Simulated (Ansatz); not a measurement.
# Computed against measured: atomisation enthalpy at 298 K

6 molecules holding an element past argon; the atomisation enthalpy at 298 K in kJ/mol, computed less measured. Shapes, held fixed at every level: PBE0-D4/def2-TZVP. Thermal terms are harmonic and unscaled (PBE0-D4/def2-TZVP); the spin-orbit lowering of the free atoms is taken from their spectra. Programs: Ansatz 0.2.0. Measured values: Active Thermochemical Tables, CRC Handbook of Chemistry and Physics.

Levels: A = HF/STO-3G; B = HF/def2-TZVPP; C = PBE-D4/def2-TZVPP; D = PBE0-D4/def2-TZVPP; E = B2PLYP/def2-TZVPP.

```json
{"molecule": "ICl (SMILES ClI)", "from tabulated heats": "211", "A": "-112", "B": "-164", "C": "+13", "D": "-9", "E": "-27"}
{"molecule": "H2Te (hydrogen telluride)", "from tabulated heats": "533", "A": "-26", "B": "-192", "C": "+16", "D": "+5", "E": "+9"}
{"molecule": "CH2BrCl (bromochloromethane)", "from tabulated heats": "1431", "A": "-210", "B": "-456", "C": "+46", "D": "+12", "E": "-28"}
{"molecule": "CH2BrF (bromofluoromethane)", "from tabulated heats": "1556", "A": "-306", "B": "-496", "C": "+54", "D": "+5", "E": "-23"}
{"molecule": "CHBrF2 (bromodifluoromethane)", "from tabulated heats": "1630", "A": "-517", "B": "-577", "C": "+90", "D": "+13", "E": "-24"}
{"molecule": "C2H3BrO (SMILES CC(=O)Br)", "from tabulated heats": "2639", "A": "-617", "B": "-834", "C": "+110", "D": "+21", "E": "-28"}
```

Q: Which level does best on this set, which worst, and which err to one side?

A: 
| level | kind | mean error | mean absolute error | worst case |
| --- | --- | --- | --- | --- |
| HF/STO-3G | Hartree–Fock | -298.0 | 298.0 | C2H3BrO |
| HF/def2-TZVPP | Hartree–Fock | -453.2 | 453.2 | C2H3BrO |
| PBE-D4/def2-TZVPP | GGA | +54.8 | 54.8 | C2H3BrO |
| PBE0-D4/def2-TZVPP | global hybrid | +7.8 | 10.8 | C2H3BrO |
| B2PLYP/def2-TZVPP | double hybrid | -20.2 | 23.2 | CH2BrCl |

On this set PBE0-D4/def2-TZVPP has the smallest mean absolute error and HF/def2-TZVPP the largest. HF/STO-3G is too low in 6 of 6; HF/def2-TZVPP is too low in 6 of 6; PBE-D4/def2-TZVPP is too high in 6 of 6; PBE0-D4/def2-TZVPP is too high in 5 of 6; B2PLYP/def2-TZVPP is too low in 5 of 6. The heats of H2Te, C2H3BrO come from older tables and can be uncertain by 10 kJ/mol or more. The molecules' own spin-orbit binding is left out, so errors for heavy halides read too negative. Heats of the atoms come from ATcT where it has them. The levels differ in basis as well as in method. For HF/STO-3G and HF/def2-TZVPP and PBE-D4/def2-TZVPP the error tends to grow with the atomisation enthalpy. Hartree–Fock lacks correlation and underbinds. For atoms past krypton def2 sets carry core potentials with scalar relativity. All-electron rows are non-relativistic unless named. Relativity is left out for Br. Outer-core shells of Br, I, Te are correlated, in sets that cover them unevenly. The set is small.

Forming bonds creates electron pairs whose correlation has no counterpart in the separated atoms, so the Hartree–Fock deficit in the larger basis grows from ICl to acetyl bromide. Relative to the bond energy, however, ICl fares worst: 164 of its 211 kJ/mol is missing, as expected for a weak single bond between atoms rich in lone pairs. The smaller errors with STO-3G are no sign of a better description. A minimal basis treats the free atoms poorly, and in the molecule each atom borrows functions from its neighbours, which artificially strengthens binding and offsets part of the missing correlation.

PBE overbinds because semilocal exchange favours the molecule over the separated atoms; the exact exchange in PBE0 lowers the binding in every row and removes most of the excess. B2PLYP's shortfall probably reflects, at least in part, the slow basis-set convergence of its perturbative correlation. Its place behind PBE0 therefore doesn't show that the double hybrid is intrinsically less accurate for these molecules.
